\section*{Acoustic and supercollision cooling at a graphene p--n junction}

A weak pulse heats the carriers near a p--n junction to $T_e$ above the lattice temperature $T_l$. The photothermoelectric current is then proportional to $T_e-T_l$ and decays with the cooling time $\tau$. We want $\tau$ at $T_l=100$~K, and then at 10 and 300~K.

\textbf{Conventions.} $J$ is power per area. $\nu=|\mu|/2\pi\hbar^2v_F^2$ is the density of states per spin and valley, with $N=4$ flavours. Electrons are Fermi-distributed and degenerate, so $C_e=\alpha T_e$ with $\alpha=\pi^2N\nu k_B^2/3$. Longitudinal phonons, $\omega=sq$, stay at $T_l$ and couple through an unscreened deformation potential, $|M_q|^2=g^2\hbar\omega/S$ with $g=D/\sqrt{2\rho s^2}$ and $S$ the area. We define $k_BT_{BG}=2\hbar sk_F$ and $\lambda=g^2\nu$. Typical inputs are $D=20$~eV, $\rho=7.6\times10^{-7}$~kg\,m$^{-2}$, $s=2\times10^4$~m/s and $v_F=10^6$~m/s. For both doped sides we assume $|\mu|=0.10$~eV and $k_Fl=10$.

\subsection*{Estimate by hand}

Rounded, $g^2\approx0.1$~eV\,nm$^2$ and $\nu\approx0.04$~eV$^{-1}$nm$^{-2}$, so $\lambda\approx4\times10^{-3}$. Since $g^2\hbar\omega\,n\approx g^2k_BT$ for a classically occupied mode, the collision rate is about $\Gamma=\lambda k_BT/\hbar$. At 100~K, $k_BT/\hbar\approx1.3\times10^{13}$~s$^{-1}$ and $\Gamma\approx5\times10^{10}$~s$^{-1}$.

\textbf{Predict.} How much energy can one collision move in a clean sheet?

Momentum conservation on the Fermi circle caps $q$ at $2k_F$, so $\hbar\omega\le2(s/v_F)|\mu|=4$~meV and $T_{BG}=46$~K. The electron random-walks in energy and needs $(T/T_{BG})^2$ steps to cover $k_BT$. The clean rate is $\Gamma(T_{BG}/T)^2\approx0.2\,\Gamma\approx1\times10^{10}$~s$^{-1}$. If an impurity takes the recoil, a thermal phonon leaves in one step, at the price of a factor of order $1/k_Fl$. This supercollision rate is $\Gamma/k_Fl\approx0.5\times10^{10}$~s$^{-1}$. The sum, $1.5\times10^{10}$~s$^{-1}$, gives $\tau\approx0.07$~ns, with the clean channel ahead by two to one.

\subsection*{Careful calculation}

For $\varepsilon-\varepsilon'=\hbar\omega$ one has $f(1-f')=(f'-f)\,n_e$, with $n_e$ the Bose function at $T_e$. Emission minus absorption then carries $(f'-f)(n_e-n_l)$, and $\int(f'-f)\,d\varepsilon=\hbar\omega$. The golden rule gives
\begin{equation}
J=\frac{2\pi N}{\hbar}g^2\nu^2\big\langle(\hbar\omega)^3(n_e-n_l)\big\rangle ,
\label{eq:J}
\end{equation}
where the bracket is a weighted sum over phonons that depends on the channel.

\textbf{Clean channel.} For scattering angle $\theta$, $\hbar\omega=k_BT_{BG}\sin(\theta/2)$, and the bracket is $\int_0^{2\pi}(d\theta/2\pi)\cos^2(\theta/2)\dots$, the cosine being the spinor overlap.

\textbf{Predict} the powers of temperature far above and far below $T_{BG}$.

Above, $n_e-n_l\to k_B(T_e-T_l)/\hbar\omega$ and $\langle\sin^2\cos^2\rangle=1/8$. Below, only small angles count, $\int d\theta/2\pi\to\int d(\hbar\omega)/\pi\hbar sk_F$, and $\int_0^\infty x^3dx/(e^x-1)=\pi^4/15$. Inserting $g$ and $\nu$,
\begin{equation}
J_{\rm high}=\frac{D^2\mu^4k_B(T_e-T_l)}{2\pi\rho\hbar^5v_F^6},\qquad
J_{\rm low}=\frac{\pi^2D^2|\mu|k_B^4(T_e^4-T_l^4)}{15\rho\hbar^5v_F^3s^3}.
\label{eq:clean}
\end{equation}
For weak heating, $1/\tau=(\partial J/\partial T_e)/\alpha T_l$. At any $T=T_l$,
\begin{equation}
\frac1{\tau_0}=\frac{3}{4\pi}\,\Gamma\,\frac{T_{BG}^2}{T^2}\,\Phi,\qquad
\Phi=\frac{16}{\pi}\int_0^{\pi/2}\!\sin^2\!\phi\,\cos^2\!\phi\;h\!\Big(\frac{T_{BG}}{T}\sin\phi\Big)d\phi ,
\label{eq:tau0}
\end{equation}
with $h(x)=x^2/4\sinh^2(x/2)$ and $\Phi\to1$ at high $T$.

\textbf{Supercollisions.} Take point scatterers of density $n_i$, each $u\,\delta(\mathbf r)P$ with $P=(1\pm\sigma_z)/2$ the projector on one sublattice. For $q\gg k_F$ the virtual state has momentum near $-\mathbf q$ (phonon first) or $+\mathbf q$ (impurity first), and the propagator is $G(\mathbf p)\approx-\boldsymbol\sigma\!\cdot\!\mathbf p/\hbar v_Fp^2$.

\textbf{Predict.} What remains of the two orderings if $P$ is replaced by the unit matrix?

The amplitude is
\begin{equation}
uM_q\,[PG(-\mathbf q)+G(\mathbf q)P]=uM_q\frac{[P,\boldsymbol\sigma\!\cdot\!\mathbf q]}{\hbar v_Fq^2}=\pm\,iuM_q\frac{q_x\sigma_y-q_y\sigma_x}{\hbar v_Fq^2},
\end{equation}
so a scalar potential drops out at this order. Between spinors $(1,e^{i\theta})/\sqrt2$ the squared element of a unit in-plane Pauli matrix averages to $1/2$. The bracket of Eq.~\eqref{eq:J} becomes $\int d^2q/(2\pi)^2\,n_iu^2/2(\hbar v_Fq)^2\dots$ The same scatterers have $|\langle k'|P|k\rangle|^2=1/4$, isotropic, so the Born rate $2\pi n_iu^2\nu/4\hbar$ gives $k_Fl_s=4\hbar^2v_F^2/n_iu^2$ and the weight is $2/k_Fl_sq^2$. With $d^2q/(2\pi)^2q^2=d\omega/2\pi\omega$ and $\int_0^\infty x^2dx/(e^x-1)=2\zeta(3)$,
\begin{equation}
J_{\rm sc}=A(T_e^3-T_l^3),\qquad A=16\zeta(3)\,\eta\,\frac{g^2\nu^2k_B^3}{\hbar k_Fl}.
\label{eq:A}
\end{equation}
Here $\eta=l/l_s$ is the share of the momentum relaxation rate due to scatterers that assist. For $\eta=1$ the coefficient is 19.2. The coefficient $9.62=8\zeta(3)$ of Song, Reizer and Levitov (2012) is the value at $\eta=1/2$. We use $\eta=1$, and
\begin{equation}
\frac1{\tau_{\rm sc}}=\frac{3AT_l}{\alpha}=\frac{36\zeta(3)}{\pi^2}\frac{\Gamma}{k_Fl}.
\label{eq:tausc}
\end{equation}

\textbf{Numbers.} $g^2=0.105$~eV\,nm$^2$, $\nu=0.0367$~eV$^{-1}$nm$^{-2}$, $\lambda=3.87\times10^{-3}$, $\alpha=5.8\times10^{-10}$~J\,m$^{-2}$K$^{-2}$, $A=0.043$~W\,m$^{-2}$K$^{-3}$ and $A/\alpha=7.4\times10^7$~K$^{-1}$s$^{-1}$. Rates are in $10^{10}$~s$^{-1}$.
\begin{center}
\begin{tabular}{cccc}
$T_l$ (K) & $\Phi$ & $1/\tau_0$ & $1/\tau_{\rm sc}$\\ \hline
10 & 0.48 & 1.2 & (0.22)\\
100 & 0.99 & 0.26 & 2.2\\
300 & 1.00 & 0.087 & 6.7
\end{tabular}
\end{center}
At 100~K the total is $2.5\times10^{10}$~s$^{-1}$ and the model's $\tau$ is 40~ps (73~ps for $\eta=1/2$). Phonons with $q<2k_F$, where the expansion fails, supply 1.5\% of the supercollision integral, and the degeneracy parameter $(\pi k_BT/\mu)^2$ is 0.07.

\textbf{Predict.} At 10~K, below $T_{BG}$, is the $T^4$ law good enough?

It gives $1/\tau_0=(16\pi^2/5)\,\Gamma\,T/T_{BG}=3.4\times10^{10}$~s$^{-1}$, too fast by a factor 2.8, because it counts phonons of several $k_BT$ that reach the cap $k_BT_{BG}$. Equation~\eqref{eq:A} is outside its range here. Its formal value, in parentheses, is 18\% of the clean rate and only sizes the disorder correction, so $\tau$ is 0.07 to 0.08~ns.

At 300~K the acoustic channels give about 15~ps, with a degeneracy parameter of 0.66 that makes this rough. Optical phonons also compete. Take one zone-boundary mode with approximate $\hbar\Omega=0.16$~eV and $w=|M|^2S=0.005$~eV$^2$nm$^2$, held at $T_l$, and keep $\nu^2$ constant. Replacing $g^2\hbar\omega$ by $w$ in Eq.~\eqref{eq:J}, its linear rate relative to $1/\tau_{\rm sc}$ is $2\pi Nw\,\hbar\Omega\,h(\hbar\Omega/k_BT)\,k_Fl/48\zeta(3)g^2(k_BT)^2$. This is 0.001 at 100~K and about 4 at 300~K, where $\tau$ falls to about 3~ps.

\textbf{Strong pulse.} \textbf{Predict} the decay for $T_e\gg T_l$. From $\alpha T_e\,dT_e/dt=-AT_e^3$, $d(1/T_e)/dt=A/\alpha$ and
\begin{equation}
T_e(t)=\frac{T_0}{1+AT_0t/\alpha}.
\end{equation}
The tail $\alpha/At$ forgets $T_0$. For $T_0=200$~K the halving time $\alpha/AT_0$ is 0.07~ns. The neglected ratio $J_{\rm high}/J_{\rm sc}=(T^*/T_e)^2$, with $T^*=T_{BG}\sqrt{\pi k_Fl/16\zeta(3)}=59$~K, grows from 0.09 to 0.35 on the way to 100~K, and the optical power starts at 0.3 of $J_{\rm sc}$. The law thus holds over a narrow window, and the fuller model cools faster.

\subsection*{Why the estimate and the calculation differ}

The total rate at 100~K exceeds the estimate by a factor 1.7. \textbf{Predict} whether rounding explains this.

It does not. The estimate had the scalings of Eqs.~\eqref{eq:tau0} and \eqref{eq:tausc} and set both prefactors to one. Restoring them on the rounded rates gives $(0.5\times4.38+1\times0.239)\times10^{10}=2.4\times10^{10}$~s$^{-1}$, so rounding accounts for 2\%.

Both channels share the golden-rule $2\pi$ and the factor $3/\pi^2=0.304$ from the heat capacity. The clean channel adds $1/8$. One half comes from $\langle\sin^2(\theta/2)\rangle$, since most phonons lie below the cap. A further quarter comes from chirality, which removes backscattering, where the phonon energy is largest. The product $2\pi\times0.304/8$ is 0.239.

The supercollision channel adds $1/2\pi$ from the phonon phase space, 2 from the assistance weight, and $\int_0^\infty x\,h(x)\,dx=6\zeta(3)=7.21$. This last factor is large because the heat leaves in phonons whose mean energy, over the weight $x\,h(x)$, is $3.6\,k_BT$ and not $k_BT$. The product $2\times7.21\times0.304$ is 4.38.

The prefactors differ by a factor 18, which reverses the ranking. Supercollisions lead by 8.5 to one, where the estimate had them trailing. The modest factor 1.7 is a partial cancellation between a clean rate guessed too high and an assisted rate guessed too low.

Heat also spreads sideways. By the Wiedemann--Franz law the electronic thermal diffusivity equals $v_Fl/2$, and with $l=66$~nm the cooling length $\sqrt{v_Fl\tau/2}$ is about 1~$\mu$m, comparable to a focused spot. All times above are the model's. As typical knowledge, photocurrent work on oxide-supported junctions implies $A/\alpha$ of several $10^8$~K$^{-1}$s$^{-1}$, so the model's supercollision cooling is too slow by roughly five to ten, a gap that within $A\propto D^2$ would take a $D$ two to three times larger to close.